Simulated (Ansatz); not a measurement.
Strength of the O–Ge bond: C2H8GeO3 → CH5GeO2 + CH3O

Gas-phase species: C2H8GeO3 `C[O][GeH]([OH])[O]C`, singlet; CH5GeO2 `C[O][GeH][OH]`, doublet; CH3O `C[O]`, doublet. The bond broken is the one whose loss leaves CH5GeO2 `C[O][GeH][OH]`, relaxed to its own shape; its unpaired electron may spread away from that site.

Shapes, held fixed at every level: PBE0-D4/def2-TZVP. Flexible molecules stand in one conformer, not always the lowest. Programs: Ansatz 0.2.0. Electronic energies: no zero-point or thermal term.

```tsv
level	kind	ΔE (kJ/mol)	less CCSD(T)/def2-TZVPP
MP2/def2-TZVPP	perturbation theory	+458.7	+36.5
HF/def2-TZVPP	Hartree–Fock	+296.0	-126.2
PBE-D4/def2-TZVPP	GGA	+376.5	-45.7
B3LYP-D4/def2-TZVPP	global hybrid	+379.6	-42.6
wB97M-V/def2-TZVPP	range-separated hybrid	+405.1	-17.1
CCSD/def2-TZVPP	coupled cluster or CI	+413.4	-8.8
CCSD(T)/def2-TZVPP	coupled cluster or CI	+422.2	0.0
```

The highest level, CCSD(T)/def2-TZVPP, gives ΔE = +422.2 kJ/mol; the levels span +296.0 to +458.7. The column of differences is taken from that level and isn't an error. Hartree–Fock misses the correlation of the pair that is broken and comes out low. No measured value is set beside it here. Open shells run unrestricted. Relativity is left out for Ge. Outer-core shells of Ge are correlated, in sets that cover them unevenly.

The Ge–O bond is strong: CCSD(T) puts homolysis at +422.2 kJ/mol. This fits a markedly polar σ bond, in which the large electronegativity difference between germanium and oxygen adds ionic stabilisation that is lost when two neutral radicals form. Methoxy gains little in return, since its unpaired electron stays largely in an oxygen 2p orbital, with only modest hyperconjugation from the methyl group.

Correlation contributes substantially to the binding, but second-order perturbation theory exaggerates it, probably because it treats electron pairs without their mutual coupling. Triples add only 8.8 kJ/mol to the CCSD value, which suggests that neither the molecule nor its fragments have strong multireference character. All three density functionals underbind relative to CCSD(T), wB97M-V least. PBE and B3LYP nearly coincide, so the results give no sign that a global admixture of exact exchange by itself cures the shortfall. With a single triple-zeta basis, the remaining basis-set error in the coupled-cluster value is not established.
